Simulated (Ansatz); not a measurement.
## Sc: the change of energy less free atoms and pressure with volume scale

All results are calculated (Ansatz 0.2.0). Periodic Kohn-Sham DFT of a crystal at fixed atoms, scaled to volume_scale times the given cell; pressure positive in compression, energy less spherical unpolarised free atoms, largest_vzz the field gradient of largest size among the nuclei.

The cell before it is scaled or strained (space group P6_3/mmc, No. 194):
```
CELL_PARAMETERS angstrom
3.30880 0.00000 0.00000
-1.65440 2.86550 0.00000
0.00000 0.00000 5.26800
ATOMIC_POSITIONS crystal
Sc 0.33333 0.66667 0.25000
Sc 0.66667 0.33333 0.75000
```

Settings of every row: method all-electron LAPW; functional LDA; relativity scalar; k mesh 13x13x7; filling fermi-dirac; smearing width 0.03 eV; basis error target 0.5 meV/atom; nucleus gaussian.

Atom start moment: 0 on all atoms.

| row | volume scale | V (Å³/atom) | energy less free atoms (eV/atom) | pressure (GPa) |
| --- | --- | --- | --- | --- |
| 1 | 0.94 | 23.475 | -5.1044 | -2.285 |
| 2 | 0.96 | 23.975 | -5.0955 | -3.382 |
| 3 | 0.98 | 24.474 | -5.0834 | -4.38 |
| 4 | 0.99 | 24.724 | -5.0762 | -4.844 |
| 5 | 1 | 24.974 | -5.0683 | -5.287 |
| 6 | 1.01 | 25.224 | -5.0597 | -5.709 |
| 7 | 1.02 | 25.473 | ? | ? |
| 8 | 1.04 | 25.973 | -5.0303 | -6.858 |
| 9 | 1.06 | 26.472 | -5.0078 | -7.535 |

Question: what energy less free atoms and pressure should row 7 give?

Worked fit of energy less free atoms. Take u = (V_r/V)^(2/3) − 1 with V_r = 24.849 Å³ an atom, which is twice the finite (Eulerian) strain; such expansions in the strain, on which the Birch-Murnaghan equation of state is built, carry the rest volume and the bulk modulus. The shown rows have u = 0.03865, 0.02416, 0.01019, 0.00337, -0.00334, -0.00994, -0.02906, -0.0413. Least squares give energy less free atoms = −5.07233 − 1.1778 × u + 9.155 × u² − 3.8 × u³ eV/atom; a parabola predicts inner rows, each left out in turn, worse (root mean square 5.9e-05 against 2e-05 eV/atom). All shown rows lie on it to the printed digit. The withheld row has u = -0.0164, so the fit gives −5.07233 − 1.1778 × (-0.0164) + 9.155 × (-0.0164)² − 3.8 × (-0.0164)³ = -5.0505 eV/atom.

The calculation gave -5.0505 eV/atom. The fit meets it to the printed digit.

Worked fit of pressure. Take u = (V_r/V)^(2/3) − 1 with V_r = 24.849 Å³ an atom, which is twice the finite (Eulerian) strain; such expansions in the strain, on which the Birch-Murnaghan equation of state is built, carry the rest volume and the bulk modulus. The shown rows have u = 0.03865, 0.02416, 0.01019, 0.00337, -0.00334, -0.00994, -0.02906, -0.0413. Least squares give pressure = −5.0682 + 66.067 × u + 153.66 × u² GPa; a straight line predicts inner rows, each left out in turn, worse (root mean square 0.081 against 0.0007 GPa). The rows lie off it by 0.000, 0.000, -0.001, 0.000, 0.000, 0.001, 0.000, 0.000. The withheld row has u = -0.0164, so the fit gives −5.0682 + 66.067 × (-0.0164) + 153.66 × (-0.0164)² = -6.110 GPa.

The calculation gave -6.111 GPa. The fit lies 0.001 GPa (0.019 % of the column's range) above it, one unit of the last digit.
